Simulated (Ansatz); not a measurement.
# A series in volume scale on Cu

Plane-wave DFT, scalar-relativistic PAW made under PBE with cores redone for the functional, no dispersion; the given relaxed cell is scaled uniformly, energy at zero smearing counts from the unscaled cell, pressure at the given Fermi-Dirac smearing is positive in compression. The results are calculated, by Ansatz 0.2.0.

The cell before it is scaled or strained (space group P6_3/mmc, No. 194):
```
Cu
1.0
      2.5203     0.0000     0.0000
     -1.2601     2.1826     0.0000
      0.0000     0.0000     8.2332
Cu
4
Direct
  1.00000 1.00000 0.00000
  1.00000 1.00000 0.50000
  0.33333 0.66667 0.25000
  0.66667 0.33333 0.75000
```

Settings of every row: spin polarised no; functional PBEsol; wave cutoff 420 eV; smearing width 0.1 eV; k mesh 16x16x5.

Atom starting moment: 0 on all atoms.

Limits: the cell comes from a prototype or a list of computed structures and needn't be the stable phase.

```csv
row,volume scale,V (Å³/atom),pressure (GPa),energy change per atom (meV)
1,0.88,9.964,29.43,109.86
2,0.92,10.417,17.2,44.69
3,0.96,10.869,7.59,10.26
4,1.04,11.775,?,?
5,1.08,12.228,-10.61,32.51
6,1.12,12.681,-14.26,67.95
```

Question: what pressure and energy change per atom should row 4 give?

Worked fit of pressure. Take u = (V_r/V)^(2/3) − 1 with V_r = 10.869 Å³ an atom, which is twice the finite (Eulerian) strain; such expansions in the strain, on which the Birch-Murnaghan equation of state is built, carry the rest volume and the bulk modulus. The shown rows have u = 0.05967, 0.02872, 0, -0.07554, -0.09769. Least squares give pressure = 7.604 + 311.02 × u + 902.4 × u² GPa; a straight line predicts inner rows, each left out in turn, worse (root mean square 2.4 against 0.15 GPa). The rows lie off it by 0.05, -0.08, -0.01, 0.13, -0.09 (root mean square 0.082 GPa). The pressure vanishes at u = -0.0265, or V = 11.32 Å³ an atom, and there the bulk modulus at fixed shape and fractions is B = −V dP/dV = (2/3)(1 + u) dP/du = 171 GPa. Letting shape and atoms relax would as a rule lower it, by much in layered, chain or molecular crystals. The withheld row has u = -0.05198, so the fit gives 7.604 + 311.02 × (-0.05198) + 902.4 × (-0.05198)² = -6.12 GPa.

The calculation gave -5.94 GPa. The fit lies 0.18 GPa (3 % of the value, 0.41 % of the column's range) below it; its largest miss of a shown row is 0.13 GPa.

Worked fit of energy change per atom. Take u = (V_r/V)^(2/3) − 1 with V_r = 10.869 Å³ an atom, which is twice the finite (Eulerian) strain; such expansions in the strain, on which the Birch-Murnaghan equation of state is built, carry the rest volume and the bulk modulus. The shown rows have u = 0.05967, 0.02872, 0, -0.07554, -0.09769. Least squares give energy change per atom = 10.381 + 804.25 × u + 14341.6 × u² meV; a straight line predicts inner rows, each left out in turn, worse (root mean square 38 against 1.2 meV). The rows lie off it by 0.43, -0.62, -0.12, 1.04, -0.73 (root mean square 0.66 meV). The withheld row has u = -0.05198, so the fit gives 10.381 + 804.25 × (-0.05198) + 14341.6 × (-0.05198)² = 7.33 meV.

The calculation gave 8.78 meV. The fit lies 1.45 meV (17 % of the value, 1.4 % of the column's range) below it; its largest miss of a shown row is 1.04 meV.
